**Q:** I learned WS₂ as an ionic compound: sulphur takes the electrons, tungsten gives them up. The filled states should then be sulphur 3p and the empty ones tungsten 5d, with the change at the gap. Does the calculation bear that out?

Density of states of a WS₂ monolayer (a = 3.160 Å, cell height 16.939 Å), from Ansatz 0.2.0 with LDA, plane-wave PAW, scalar-relativistic, no spin polarisation, cutoff 420 eV, k mesh 12×12×2 (18×18×3 for the states). Tetrahedron method, averaged over 0.2 eV bins; energies are relative to the Fermi level, set at mid-gap; S 3p and W 5d are Löwdin projections summed over sites.

| energy (eV) | density of states total (states/eV/cell) | DOS S 3p (states/eV/cell) | DOS W 5d (states/eV/cell) |
| --- | --- | --- | --- |
| -4.75 | 0.99 | 0.6 | 0.31 |
| -4.55 | 2.47 | 1.65 | 0.68 |
| -4.35 | 5.14 | 3.36 | 1.6 |
| -4.15 | 2.21 | 1.33 | 0.8 |
| -3.95 | 1.58 | 0.93 | 0.59 |
| -3.75 | 1.56 | 0.9 | 0.6 |
| -3.55 | 1.63 | 0.93 | 0.64 |
| -3.35 | 1.63 | 0.98 | 0.58 |
| -3.15 | 4.17 | 2.8 | 1.13 |
| -2.95 | 3.78 | 2.78 | 0.79 |
| -2.75 | 2.48 | 1.85 | 0.51 |
| -2.55 | 2.37 | 1.92 | 0.33 |
| -2.35 | 2.49 | 2.14 | 0.25 |
| -2.15 | 1.57 | 1.16 | 0.34 |
| -1.95 | 1.78 | 0.56 | 1.1 |
| -1.75 | 3.09 | 0.99 | 1.94 |
| -1.55 | 2.00 | 0.63 | 1.27 |
| -1.35 | 1.47 | 0.41 | 0.99 |
| -1.15 | 1.15 | 0.32 | 0.77 |
| -0.95 | 0.10 | 0.02 | 0.08 |
| -0.75 | 0 | 0 | 0 |
| -0.55 | 0 | 0 | 0 |
| -0.35 | 0 | 0 | 0 |
| -0.15 | 0 | 0 | 0 |
| 0.05 | 0 | 0 | 0 |
| 0.25 | 0 | 0 | 0 |
| 0.45 | 0 | 0 | 0 |
| 0.65 | 0 | 0 | 0 |
| 0.85 | 0 | 0 | 0 |
| 1.05 | 1.13 | 0.4 | 0.64 |
| 1.25 | 2.79 | 1.04 | 1.51 |
| 1.45 | 2.63 | 0.85 | 1.59 |
| 1.65 | 3.61 | 1.22 | 2.2 |
| 1.85 | 5.37 | 1.66 | 3.35 |
| 2.05 | 3.06 | 0.96 | 1.83 |
| 2.25 | 3.09 | 0.73 | 2.01 |
| 2.45 | 3.96 | 1.13 | 2.34 |
| 2.65 | 2.11 | 0.68 | 1.16 |
| 2.85 | 2.06 | 0.73 | 1.06 |
| 3.05 | 1.96 | 0.72 | 0.92 |

**A:** Read it with that rule in hand. The energy is counted from the middle of the gap, so negative rows with states in them are filled and positive rows are empty. "Density of states total" counts the states per eV in one cell, which here is a single WS₂ layer with vacuum around it. "DOS S 3p" and "DOS W 5d" are the parts of it that sit in those atomic shells. Divide a part by the total and you have the character of the row.

**Q:** From the bottom up to −2.15 eV, sulphur 3p is larger in every row, as I hoped. In the empty rows tungsten 5d is larger, also as I hoped. But from −1.95 to −0.95 eV the states are filled and tungsten still wins.

**A:** Those six rows are the break. On average 64 % of their states are tungsten 5d, against 27 % in the sulphur-like rows beneath them. The listed empty rows, at 59 %, resemble them closely. The change from sulphur to tungsten is there, but it happens inside the filled states and not at the gap.

**Q:** Couldn't that be ordinary covalency? If W and S share electrons, some tungsten has to turn up in the filled states.

**A:** It does, and the sulphur-like rows show how much. Suppose their tungsten share simply continued up to the gap. The six upper rows would then hold about 0.5 tungsten 5d electrons per cell, whereas the calculation puts 1.2 there. The excess of 0.7 is larger than the whole amount that the smooth continuation allows, so these rows are a different kind of band.

**Q:** Why should there be a filled tungsten band at all?

**A:** Count the electrons. Tungsten brings six valence electrons and each sulphur atom four in its 3p shell, fourteen altogether. Two sulphur atoms have six 3p orbitals, which make six bands with room for twelve. Two electrons are left over, and the next states available are made mainly of tungsten 5d.

**Q:** Then why is there a gap above those two? Five d orbitals on one atom ought to give one broad, partly filled band.

**A:** They would if their surroundings treated them alike. Each tungsten atom sits in a trigonal prism of six sulphur atoms, and orbitals that point towards sulphur are pushed up most. The orbital along the layer normal, d(z²), and the two that lie in the plane stay lower. Between neighbouring tungsten atoms these three mix, which pushes one band down and the others up. The lowered band takes exactly two electrons, one of each spin. This is the standard theory of such layers; the table shows the tungsten character on both sides of the gap, but it doesn't separate one d orbital from another.

**Q:** Can the count of two be tested on the rows?

**A:** Yes, and you can do it by hand. Add the totals of the six rows and multiply by their spacing of 0.2 eV: 9.59 × 0.2 ≈ 1.92 electrons. A full band needs 2. If it hardly overlaps the bands beneath it, the missing 0.08 lies just below, in the row at −2.15 eV.

That row holds 1.57 × 0.2 ≈ 0.31 electrons, so about 26 % of it should belong to the tungsten band and 74 % to the sulphur bands.

Now predict its character from its two neighbours. The row above is 62 % tungsten 5d and the row below 10 %. The mixture should therefore be 0.26 × 62 % + 0.74 × 10 %, or about 24 %.

**Q:** And the table has 0.34 out of 1.57, which is 22 %. So the odd row in between is a mixture of two kinds of band.

**A:** That is the natural reading. Its total entered the estimate, but its tungsten content served only to place it among the sulphur-like rows, so the agreement is a real if small test. It is also a delicate one: the row holds only 0.31 electrons, so an error of a few hundredths of an electron in the sum would move the predicted share by several points. The count puts the change of character at −2.10 eV, about 1.15 eV below the top of the filled states. A bin this coarse can't fix such a border to the last hundredth of an eV.

**Q:** How much better is this than my original rule over the whole table?

**A:** Give each rule two constant tungsten shares, one below its step and one above, both averaged over the rows that contain states. With the step at the gap, the typical miss in the tungsten 5d density is 0.32 states per eV and cell. With the step where the electron count puts it, the miss is halved, to 0.16. All these rows helped to set the shares, so this compares two descriptions and is not a forecast; the printed output below has the details.

**Q:** Does any row still resist?

**A:** The one at −2.35 eV resists most. The improved rule expects a tungsten 5d density of 0.67 there, and the calculation gives 0.25. This second break goes the other way: it is a filled row with too little tungsten, right at the top of the sulphur block. It ends a slide rather than standing alone: the tungsten share is 21 % at −2.75 eV, 14 % at −2.55 eV and 10 % here.

**Q:** Why would the purest sulphur states sit at the top of their block?

**A:** Think of a hydrogen fluoride molecule. Its bonding orbital is mostly fluorine with some hydrogen mixed in, and the mixing lowers its energy. The two lone pairs in the fluorine 2p orbitals at right angles to the bond find no partner on hydrogen, so they stay higher and remain nearly pure fluorine. The row at −2.35 eV looks like the lone pairs of WS₂: sulphur combinations that find little to bond with on tungsten. I infer that from its composition and its place, not from the shape of the orbitals.

**Q:** Then tungsten character should grow steadily as I go deeper.

**A:** It grows at first, to 39 % at −3.55 eV, but at −4.35 eV it is back to 31 %. The table stops soon after, still inside the sulphur block: its filled rows hold 8.7 of the fourteen electrons. Sulphur orbitals also overlap with one another, so depth doesn't measure bonding to tungsten alone. The comparison has a second limit, and it matters more. Hydrogen brings no electrons beyond those of the bond, so hydrogen fluoride has no counterpart to the filled tungsten band.

**Q:** I've seen tungsten in WS₂ called "d²". Is that the 1.2 electrons we found?

**A:** No, and the two are easily confused. The label d² counts the electrons in the tungsten-like band, and that number is two. The 1.2 is the tungsten 5d part of the six rows, which hold nearly all of that band; most of the rest is sulphur 3p. On the other hand, the same calculation assigns about five 5d electrons to tungsten in all. Three quarters of these sit in lower bands, as tungsten's part in states that we name after sulphur.

**Q:** So a formal charge tells me which bands are full, not where the charge is.

**A:** That is its proper use. It also lets you guess what a neighbouring metal does. Put tantalum in place of tungsten, in the same prismatic layer, and there is one electron less: the tungsten-like band becomes a half-filled tantalum-like band, and the layer is a metal. With hafnium two electrons are gone and the metal band is empty. Your ionic rule then works, with sulphur below the gap and metal above, though hafnium disulphide prefers an octahedral arrangement, which orders the d levels differently.

**Q:** I work on growing these films. What should I take from this?

**A:** Both edges of the gap are mainly tungsten. If a dopant removes electrons from the top of the filled states, the holes it leaves are mostly on the metal plane in the middle of the layer, with a smaller part on sulphur: about a fifth in the topmost row and 31 % over the six rows. A picture with sulphur on one side of the gap and tungsten on the other would get that wrong.

**Q:** May I also use the width of the gap?

**A:** With more care. The calculation gives 1.9 eV, but LDA underestimates the energy needed to create a separate electron and hole. Spin–orbit coupling, which is left out here, would split the top of the filled states by roughly 0.4 eV at the corner of the Brillouin zone. The gap also responds to strain, and this layer was not relaxed in LDA: a force of 0.56 eV/Å remains on each sulphur atom. The PAW datasets were made for PBE and not for LDA, and the program warned of a rough exchange–correlation potential where the density is thin; neither effect has been sized. Spin–orbit coupling would reshape the rows near −0.95 eV, but the leftover electrons would still number two, and that count is why filled states here can be tungsten-like.

Output of the analysis:

```
W 5d share of the sulphur-like filled rows, %: 26.86
W 5d share of the W-like filled rows, %: 64.13
S 3p share of the W-like filled rows, %: 30.55
W 5d share of the listed empty rows, %: 58.58
electrons in the W-like filled rows: 1.918
W 5d electrons in these rows: 1.23
W 5d electrons there if the sulphur-like share went on: 0.5151
excess of W 5d electrons over that: 0.7149
energy where two electrons are counted down from the gap, eV: -2.102
depth of that point below the valence edge, eV: 1.153
W 5d share in row -2.35, %: 10.04
W 5d share in row -2.15 predicted by the count, %: 23.56
W 5d share in row -2.15 computed, %: 21.66
part of all W 5d electrons that sits in the W-like filled rows, %: 24.64
electrons in all listed filled rows, of 14: 8.732
rms miss of W 5d DOS with the step at the gap, states/eV/cell: 0.3177
rms miss with the step below the W-like band, states/eV/cell: 0.1584
energy of the row with the largest miss of the second model, eV: -2.35
computed less predicted W 5d DOS in that row, states/eV/cell: -0.4187
```
